What do the two result columns describe? Each row is a rhenium ion with one electron outside a closed core, and both columns belong to that core, whose charge is one unit above the row label. The dipole polarisability $\alpha_1$ (bohr³) and the quadrupole polarisability $\alpha_2$ (bohr⁵) measure the core's response to a static field and to a field gradient, from Dirac-Hartree-Fock orbitals with RPA screening. An entry such as (4p1/2)2 means two electrons in the $j=1/2$ subshell of 4p. The same Re46+ calculation gives 0.01852 bohr³ for the whole ion in its 4s state, against 0.001954 for the core.

B-spline many-body code 1: static dipole and quadrupole polarisabilities of the closed cores of Re ions with one electron outside the core, from the RPA on frozen-core Dirac-Hartree-Fock orbitals (no-pair Dirac-Coulomb, nuclear rms radius 5.3698 fm). Charge and electron number refer to the whole ion, the polarisabilities to the core alone.

| species | Z | charge (e) | electrons | closed core | core polarisability (bohr³) | core quadrupole polarisability (bohr⁵) |
| --- | --- | --- | --- | --- | --- | --- |
| Re6+ | 75 | 6 | 69 | [Xe] 4f14 | 1.697 | 1.941 |
| Re12+ | 75 | 12 | 63 | [Kr] 4d10 4f14 5s2 | 0.7768 | 0.6054 |
| Re22+ | 75 | 22 | 53 | [Kr] 4d10 (4f5/2)6 | 0.09260 | 0.04652 |
| Re28+ | 75 | 28 | 47 | [Kr] 4d10 | 0.07072 | 0.01339 |
| Re34+ | 75 | 34 | 41 | [Kr] (4d3/2)4 | 0.05490 | 0.01269 |
| Re38+ | 75 | 38 | 37 | [Ar] 3d10 4s2 4p6 | 0.04511 | 0.005604 |
| Re42+ | 75 | 42 | 33 | [Ar] 3d10 4s2 (4p1/2)2 | 0.02787 | 0.005122 |
| Re44+ | 75 | 44 | 31 | [Ar] 3d10 4s2 | 0.03093 | 0.001842 |
| Re46+ | 75 | 46 | 29 | [Ar] 3d10 | 0.001954 | 0.0001094 |
| Re52+ | 75 | 52 | 23 | [Ar] (3d3/2)4 | 0.003172 | 0.0001116 |
| Re56+ | 75 | 56 | 19 | [Ne] 3s2 3p6 | 0.003635 | 6.499e-05 |
| Re60+ | 75 | 60 | 15 | [Ne] 3s2 (3p1/2)2 | 0.002099 | 6.554e-05 |
| Re62+ | 75 | 62 | 13 | [Ne] 3s2 | 0.003010 | 3.021e-05 |
| Re64+ | 75 | 64 | 11 | [He] 2s2 2p6 | 4.184e-05 | 3.524e-07 |
| Re68+ | 75 | 68 | 7 | [He] 2s2 (2p1/2)2 | 6.900e-05 | 2.930e-07 |
| Re72+ | 75 | 72 | 3 | 1s2 | 2.049e-07 | 1.075e-10 |

Does shrinking with charge account for the fall of $\alpha_1$? A least-squares line of $\ln\alpha_1$ against the logarithm of the core charge, over all sixteen rows, has slope $-4.8$. The table lies a factor 10.6 above that line at Re44+ and a factor of about 1400 below it at Re72+. It also rises with charge at five steps, which no power law allows.

Why is the core of Re44+ sixteen times as polarisable as that of Re46+, only two charges higher? Second-order perturbation theory gives $\alpha_1 = 2\sum_k |\langle k|z|0\rangle|^2/\Delta E_k$, a sum over excitations to empty orbitals. In a highly charged ion, orbitals of one principal quantum number $n$ are nearly degenerate and overlap strongly, so excitations within a shell should dominate wherever the Pauli principle leaves them open. The Re44+ core has 4s² with 4p empty, whereas in Re46+ the $n=3$ shell is full and every excitation has to change $n$. For one $ns$ electron the squared $z$ element is $R^2/3$, with $R$ the radial $s$–$p$ integral, shared 1:2 between the two $p$ levels:

$$\alpha_{ns}=\tfrac23R^2\left(\frac{1}{3\Delta E_{1/2}}+\frac{2}{3\Delta E_{3/2}}\right),\qquad R=\frac{3n\sqrt{n^2-1}}{2Z_{\rm eff}}.$$

The Re46+ run supplies the inputs, with nothing fitted. Its 4s removal energy of 2515 eV is 92.43 hartree, so $Z_{\rm eff}=4\sqrt{2\times 92.43}=54.4$ and $R=6\sqrt{15}/54.4=0.427$ bohr. The 4p levels lie at 100.0 and 208.8 eV, or 3.676 and 7.674 hartree. Then $\alpha_{4s}=\tfrac23(0.427)^2(0.0907+0.0869)=0.0216$ bohr³. The run's own 4s part, state value minus core value, is $0.01852-0.00195=0.01657$. The model is 30% above it, which shows that the 4s→4p channel is large enough to carry the effect. That the state values include the core is inferred from their sizes. Two such electrons give $0.001954+2\times0.01657=0.0351$ for the Re44+ core, 13% above the tabulated 0.03093. By the same reasoning the 72-fold drop from Re62+ to Re64+ is the loss of 3s→3p.

How can removing electrons raise $\alpha_1$? For independent electrons a closed subshell adds $2j+1$ times the one-electron scalar part, and once orbitals $a$ and $b$ are both full, the terms $a\to b$ and $b\to a$ cancel because their denominators have opposite sign. An electron placed in 4p1/2 therefore blocks 4s→4p1/2. Blocking alone would roughly halve the Re44+ value, but the same electron opens 4p1/2→4d3/2, which recovers most of the loss. In the Re46+ run its part is indeed negative, $-0.0018$ bohr³, and the summed parts put Re42+ at 0.895 of Re44+, where the table has 0.901. The rise from Re60+ to Re62+ is the same step one shell lower. The sign of any part is the balance between the channel the electron blocks and the one it opens to an empty orbital of higher $l$ in the shell, if there is one. A 4p3/2 electron gains 4p→4d and its part is positive, while a 2p3/2 electron has no 2d to go to, and its part in the Re72+ run is negative. Accordingly, filling $p_{3/2}$ raises $\alpha_1$ from Re42+ to Re38+ and from Re60+ to Re56+, but lowers it from Re68+ to Re64+. The argument extends to 3d, which blocks 3p→3d and has no 3f above it, and the table falls from Re56+ through Re52+ to Re46+. For a 1s²2s² core the sum suggests roughly $3\times10^{-4}$ bohr³, several times the Re68+ value.

Where does this adding-up fail? Filling upward from Re46+, the five sums from Re44+ to Re28+ are 8 to 24% above the table, and from Re72+ the errors are +5% (Re68+) and −14% (Re64+). At Re22+ the sum is 35% low and the step has the wrong sign: the 4f5/2 part is negative, yet the table rises from Re28+ to Re22+. The parts there come from an ion 24 charges higher, and orbital expansion is a plausible but untested cause. Even a single step can fail, since Re60+ built from Re62+ comes out 47% low. Screening that changes when a strong channel closes may be responsible, which is again a guess. The parts and the totals come from one code, so agreement supports the interpretation and is no measure of accuracy.

Why does the quadrupole value move the opposite way between Re42+ and Re44+? It falls 2.8-fold while $\alpha_1$ rises. The Re42+ core is closed only in jj coupling: 4p1/2 is full and 4p3/2 empty. The two have the same parity, so the excitation is forbidden to the dipole operator and allowed to the quadrupole operator, with only the fine-structure splitting in the denominator. A crude estimate, $\tfrac25|\langle j\|C^2\|j'\rangle|^2\langle r^2\rangle^2/\Delta E$, with the angular factor for $j\to j'$, hydrogenic $\langle r^2\rangle$ and the 109 eV splitting of the Re46+ run, gives 0.004 bohr⁵, against a total of 0.005122 and a step of 0.0033 from Re44+, where 4s→4d is already open. It yields about half the total for Re68+ and Re34+ and a fifth for Re22+, and fixes an order of magnitude only, because radii and splittings are borrowed from more highly charged ions. Both rises of $\alpha_2$ with charge, 2% into Re52+ and 0.8% into Re60+, lead into jj-closed cores. In Re52+ the emptied 3d5/2 also opens 3s→3d, which adds to the effect.

What would change with the element? Re72+ has the simplest core, 1s², 337 times below Re68+. Two hydrogenic electrons give $9/Z^4=2.844\times10^{-7}$ bohr³, 39% above the table. The leading Dirac factor $1-\tfrac{28}{27}(Z\alpha)^2$, with $\alpha$ the fine-structure constant and $(Z\alpha)^2=0.300$, brings this to $1.961\times10^{-7}$, 4.3% below, with screening and higher orders left out. Relativistic contraction thus removes about 30%, and would fade as $Z^2$ in lighter elements. This table holds one $Z$ and cannot show how the cliffs change with it. Without relativity the open $ns\to np$ channel falls as $Z^{-3}$ ($R^2\propto Z^{-2}$ over a gap $\propto Z$) and a full shell as $Z^{-4}$, so the cliffs should grow with $Z$, while screening and fine structure change both rates. In lighter elements the $p_{1/2}$ share of the formula above, 82% for 2s in Re72+ and 51% for 4s in Re46+, would tend to one third, and cores closed only in jj coupling would cease to be meaningful closed shells.

Which digits can be trusted? Rounding is at most 0.05% of any entry, so even the 0.8% rise is a feature of the calculation, but four figures are not physical accuracy. The cores with outer s² (Re12+, Re44+, Re62+) are soft, because the low-lying $ns\to np$ channel is open. RPA covers the $ns^2$–$np^2$ mixing only in part, and the size of the remaining error is not shown by these runs. In Re12+ a Brueckner orbital also departs strongly from its Dirac-Fock start, and the 8.4-fold drop to Re22+ merges the loss of 5s² with that of eight 4f7/2 electrons. The six jj-closed cores (Re22+, Re34+, Re42+, Re52+, Re60+, Re68+) need not be true ground states. Breit and QED shifts matter most for small gaps: in the Re62+ and Re68+ runs they move the removal energies by more than ten electronvolts, though part of such shifts cancels in a gap. The Re72+ levels used above appear to include them already, since the 2p splitting is $1.288\times10^{7}$ cm⁻¹ against $1.305\times10^{7}$ in DHF, whereas the core values are Dirac-Coulomb. Removal energies in six rows agree within 0.24% with semi-empirical or tabulated theoretical values, at least three of them with Breit and QED shifts included, but they do not test polarisabilities. When estimating a neighbouring core, list the open within-shell channels first, and scale with charge only between cores that have the same channels open.
